Lithium looks wrong. In the bcc structure its volume per atom is 19.0 Å³, practically that of selenium, yet its bulk modulus is 15.1 GPa and selenium's is 88.6 GPa. The bulk modulus $B$ measures how much pressure a given fractional compression costs. If small atoms made stiff solids and large atoms soft ones, these two would be equally stiff.

Elements of the s and p block in the bcc structure, computed with Ansatz 0.2.0: LDA (PW92), plane-wave PAW with datasets made for PBE, scalar-relativistic, no spin polarisation, cutoff 420 eV, Fermi-Dirac smearing of width 0.1 eV. Volume and bulk modulus come from a third-order Birch-Murnaghan fit; valence electrons are counted by group number.

```tsv
element	Z	valence electrons	k mesh	volume per atom, LDA (Å³)	bulk modulus, LDA (GPa)
Li	3	1	22×22×22	19.00	15.1
Be	4	2	20×20×20	7.46	133
B	5	3	22×22×22	5.94	252
C	6	4	21×21×21	6.30	225
Mg	12	2	14×14×14	21.58	39.1
Al	13	3	16×16×16	16.21	73.0
P	15	5	16×16×16	13.58	109
Ca	20	2	12×12×12	37.53	18.4
Ga	31	3	15×15×15	17.33	64.7
Ge	32	4	15×15×15	17.74	78.9
As	33	5	15×15×15	17.80	97.0
Se	34	6	15×15×15	18.99	88.6
Sr	38	2	11×11×11	47.66	13.8
In	49	3	14×14×14	24.78	48.0
Sn	50	4	13×13×13	25.52	58.3
Sb	51	5	13×13×13	25.39	69.7
Te	52	6	13×13×13	26.61	69.4
Tl	81	3	13×13×13	27.27	42.7
Pb	82	4	13×13×13	28.90	51.9
Bi	83	5	13×13×13	29.42	63.2
```

Size does matter: over the table as a whole, larger atoms tend to go with softer solids. A power law in the volume alone, fitted to all twenty rows, catches that tendency but is typically off by a factor of about 1.5. For lithium it gives a modulus 4.2 times too high. Magnesium breaks the size rule in the same direction, since it has a smaller volume than tin and is still the softer of the two.

**What the volume leaves out**

Lithium brings one valence electron to the solid and selenium six. These electrons hold the ions together, and they also resist being squeezed, because confining them raises their kinetic energy. An atom with more valence electrons also leaves behind an ion of higher charge, which attracts them more strongly. Pull and resistance both grow, so the energy rises more steeply when the volume is changed.

This steepness can be read from the table. With $E$ the energy per atom and $V$ the volume per atom, the bulk modulus is $B = V\,d^2E/dV^2$. At the equilibrium volume, where the slope of $E$ vanishes, it follows that

$$BV = \frac{d^2E}{d(\ln V)^2}.$$

The product $BV$ is therefore the stiffness of one atom, in eV, against a relative change of volume. Divided by the number of valence electrons $z$, it stays between 1.75 and 3.11 eV in every row, although the modulus itself varies eighteenfold.

That suggests a rule with a single constant,

$$B \approx k\,\frac{z}{V}, \qquad k \approx 2.26\ \text{eV},$$

where $k$ is the geometric mean over all rows. It works like equal springs mounted side by side, where each added spring contributes its own stiffness. The picture ends where electrons differ from springs: they interact, and the average contribution of one electron differs between elements by a factor of up to 1.8.

For lithium, which is one of the rows behind $k$, the rule gives $2.26/19.0 = 0.119$ eV/Å³. One eV/Å³ is about 160 GPa, so the estimate is 19 GPa, about a quarter above the calculated modulus. A fourfold error has shrunk to an ordinary one. Selenium is overestimated by a similar share, which is why the ratio of the two moduli comes out so close to six.

**Why an electron count should work at all**

The simplest metal is a uniform electron gas with ions embedded in it. For a sphere of radius $R$ that holds one atom, its energy is

$$E = \frac{A}{R^2} - \frac{C}{R} + \frac{D}{R^3}.$$

The first term is kinetic energy, the second electrostatic attraction and exchange, and the third the repulsion from the ion cores. Both $A$ and $C$ follow from the electron count. The calculated volume fixes $D$, because the slope must vanish there, and what remains is

$$BV = \frac{2}{9}\left(\frac{C}{R} - \frac{A}{R^2}\right).$$

This gas overestimates lithium's modulus by 8%, those of the group 2 metals by roughly a third, and those of the three-electron elements by a factor of about two. From four electrons on it is too stiff by a factor of at least 2.5. It thus explains why more electrons make a stiffer solid, but it exaggerates the gain. It keeps the electrons uniform, whereas real ones gather near the ions and between them, more so as the ionic charge grows; theory points to this omission as a main source of the excess, though the program doesn't test it. The near constancy of $BV/z$ is then a regularity of these data and not a law. Even lithium is no perfect electron gas, for its density of states at the Fermi level, estimated from the smearing entropy of the run, is 1.6 times the free-electron value.

**The second break: carbon after boron**

From boron to carbon one electron is added and the volume grows by 6%, but the modulus falls by 11%. From thallium to lead one electron is also added and the volume also grows by 6%, yet the modulus rises by 22%. Spin-orbit coupling, absent here, matters for that heavy pair, but the step from indium to tin shows nearly the same rise.

Judged by the one-constant rule, the odd member of the light pair is boron: it is 38% stiffer than the rule says, while carbon lies close to it. Beryllium stands out almost as far as boron. The electron gas suggests why. In a small atom $C/R$ is large, and the kinetic term takes back only part of the gain. Although the gas is too stiff for both elements, it overshoots boron by about the same factor as aluminium, and beryllium by about the same factor as the other group 2 metals. Carbon is nearly as small as boron but doesn't gain as much. Measured against the gas, it is about a fifth softer than germanium, and phosphorus falls short of arsenic by the same share.

Why carbon and phosphorus lose this advantage is a guess. Light atoms with four or five valence electrons prefer a few strong, directed bonds, and the bcc structure forces eight equal nearest neighbours on them. Boron weakens the argument, since it too prefers directed bonds and still behaves like aluminium here. Nor is the shortfall confined to the lightest atoms: by the same measure selenium is about a sixth softer than tellurium, and germanium about a seventh softer than tin. Germanium and selenium prefer directed bonds too, so they don't decide the matter. Part of the shortfall may also lie in the gas itself: among elements with the same number of valence electrons, from four on, it exaggerates more the smaller the atom is. A comparison with the same elements in their open structures would test the bonding idea.

**What to do with it**

To estimate a bcc modulus in this family, take the volume, count the valence electrons and apply the rule. The table doesn't cover the whole s and p block, though: some members were not computed or were left out, among them sodium, silicon and all halogens and noble gases. The rule is untested for them, and lithium alone stands for the elements with one valence electron. Across these rows, all of which went into $k$, the estimate lies between 27% below and 29% above the calculated value. Two elements of the table are safely ranked only if their estimates differ by more than a factor of 1.8. From arsenic to selenium, for instance, the rule predicts a rise, but the calculated modulus falls.

Of these elements only lithium is bcc under ordinary conditions. All other rows describe solids held in a structure that the element doesn't adopt there, and whether that structure is stable wasn't tested. The numbers are therefore no substitute for data on graphite or solid selenium. The LDA itself tends to bind solids too tightly, which usually makes volumes too small and moduli too high. It was also run with atomic datasets made for another functional, PBE, and the error this adds wasn't tested. The output below lists both models row by row.

Output of the analysis:

```
fit of log(mod) on 20 rows: constant 7.463 +/- 0.57, coefficient of log(vol) -1.128 +/- 0.19; rms 0.436, worst Li 1.43, leave-one-out rms 0.472
Curvature and models:
  row  valence electrons  B times V (eV)  B times V per electron (eV)  one-constant rule over calculated  electron-gas B (GPa)  electron gas over calculated  density of states over free-electron
   Li                  1           1.791                        1.791                              1.264                 16.31                          1.08                                 1.636
   Be                  2           6.193                        3.096                             0.7311                 181.8                         1.367                                0.5539
    B                  3           9.343                        3.114                             0.7269                 522.2                         2.072                                  1.07
    C                  4           8.847                        2.212                              1.023                 859.4                          3.82                                 1.499
   Mg                  2           5.266                        2.633                             0.8596                 50.39                         1.289                                0.9693
   Al                  3           7.386                        2.462                             0.9195                 155.6                         2.131                                 1.302
    P                  5           9.239                        1.848                              1.225                 523.9                         4.807                                  1.33
   Ca                  2            4.31                        2.155                               1.05                 25.28                         1.374                                 2.372
   Ga                  3           6.998                        2.333                             0.9704                 143.2                         2.214                                 1.007
   Ge                  4           8.736                        2.184                              1.036                   243                         3.079                                 1.164
   As                  5           10.78                        2.155                               1.05                 374.1                         3.857                                 1.188
   Se                  6            10.5                         1.75                              1.293                 493.4                         5.569                                 1.633
   Sr                  2           4.105                        2.053                              1.103                 18.71                         1.356                                 1.617
   In                  3           7.424                        2.475                             0.9147                 91.84                         1.913                                 1.014
   Sn                  4           9.286                        2.322                             0.9751                 154.2                         2.645                                 1.149
   Sb                  5           11.05                        2.209                              1.025                 239.5                         3.436                                 1.127
   Te                  6           11.53                        1.921                              1.178                 322.4                         4.646                                0.9826
   Tl                  3           7.268                        2.423                             0.9344                 81.47                         1.908                                0.9498
   Pb                  4           9.362                         2.34                             0.9672                 131.8                          2.54                                0.8609
   Bi                  5           11.61                        2.321                             0.9753                 198.8                         3.146                                 1.018
Modulus of Se over modulus of Li: 5.868
Largest over smallest modulus: 18.26
Largest over smallest B times V per electron: 1.779
Constant k of the one-constant rule (eV): 2.264
Typical miss of the one-constant rule (factor): 1.162
Typical miss of the volume-only power law (factor): 1.546
Volume-only power law over calculated modulus, Li (factor): 4.168
Volume change from B to C (%): 6.061
Modulus change from B to C (%): -10.71
Volume change from Tl to Pb (%): 5.977
Modulus change from Tl to Pb (%): 21.55
```
